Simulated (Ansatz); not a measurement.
A series in volume per atom on ZrB2

Results calculated with Ansatz 0.2.0, not measured. Periodic Kohn-Sham DFT of a crystal at fixed atoms; pressure and stress are positive in compression; the energy is the free energy less that of spherical unpolarised free atoms; site moments are those in the method's own spheres, positive along +z.

Cell of the first row (space group P6/mmm, No. 191):
```
ZrB2
1.0
      3.1004     0.0000     0.0000
     -1.5502     2.6850     0.0000
      0.0000     0.0000     3.4481
Zr B
1 2
Direct
  0.00000 0.00000 0.00000
  0.33333 0.66667 0.50000
  0.66667 0.33333 0.50000
```

Settings of every row: method all-electron LAPW; functional LDA; relativity scalar; k mesh 12x12x9; filling fermi-dirac; smearing width 0.05 eV; basis error target 1 meV/atom; nucleus gaussian.

Atom start moment: 0 on all atoms.

| row | volume per atom (Å³) | energy less free atoms (eV/atom) | pressure (GPa) |
| --- | --- | --- | --- |
| 1 | 9.568 | -8.7558 | 9.027 |
| 2 | 9.772 | -8.7634 | 3.036 |
| 3 | 9.975 | ? | ? |
| 4 | 10.077 | -8.7615 | -4.89 |
| 5 | 10.179 | -8.7576 | -7.278 |
| 6 | 10.281 | -8.7523 | -9.548 |
| 7 | 10.382 | -8.7455 | -11.707 |
| 8 | 10.586 | -8.728 | -15.712 |
| 9 | 10.79 | -8.7057 | -19.334 |

Question: what energy less free atoms and pressure should row 3 give?

Worked fit of energy less free atoms. Take u = (V_r/V)^(2/3) − 1 with V_r = 10.23 Å³ an atom, which is twice the finite (Eulerian) strain; such expansions in the strain, on which the Birch-Murnaghan equation of state is built, carry the rest volume and the bulk modulus. The shown rows have u = 0.04561, 0.03101, 0.0101, 0.00334, -0.00331, -0.00978, -0.02255, -0.03491. Least squares give energy less free atoms = −8.7551 − 0.8083 × u + 17.394 × u² eV/atom; a straight line predicts inner rows, each left out in turn, worse (root mean square 0.0092 against 4.8e-05 eV/atom). The rows lie off it by 0.0000, 0.0000, 0.0000, 0.0000, -0.0001, 0.0000, 0.0000, 0.0000. Its lowest point lies at u = 0.0232, or V = 9.884 Å³ an atom, and the curvature there gives the bulk modulus at fixed shape and fractions, B = (4/9)(1 + u)² E″(u)/V = 262 GPa. Letting shape and atoms relax would as a rule lower it, by much in layered, chain or molecular crystals. The withheld row has u = 0.01697, so the fit gives −8.7551 − 0.8083 × (0.01697) + 17.394 × (0.01697)² = -8.7638 eV/atom.

The calculation gave -8.7638 eV/atom. The fit meets it to the printed digit.

Worked fit of pressure. Take u = (V_r/V)^(2/3) − 1 with V_r = 10.23 Å³ an atom, which is twice the finite (Eulerian) strain; such expansions in the strain, on which the Birch-Murnaghan equation of state is built, carry the rest volume and the bulk modulus. The shown rows have u = 0.04561, 0.03101, 0.0101, 0.00334, -0.00331, -0.00978, -0.02255, -0.03491. Least squares give pressure = −8.4336 + 342.758 × u + 877.12 × u² GPa; a straight line predicts inner rows, each left out in turn, worse (root mean square 0.46 against 0.0081 GPa). The rows lie off it by 0.003, -0.003, -0.008, 0.001, 0.011, -0.005, 0.005, -0.004 (root mean square 0.0058 GPa). The pressure vanishes at u = 0.0232, or V = 9.884 Å³ an atom, and there the bulk modulus at fixed shape and fractions is B = −V dP/dV = (2/3)(1 + u) dP/du = 262 GPa. Letting shape and atoms relax would as a rule lower it, by much in layered, chain or molecular crystals. The withheld row has u = 0.01697, so the fit gives −8.4336 + 342.758 × (0.01697) + 877.12 × (0.01697)² = -2.364 GPa.

The calculation gave -2.38 GPa. The fit lies 0.016 GPa (0.056 % of the column's range) above it; its largest miss of a shown row is 0.011 GPa.
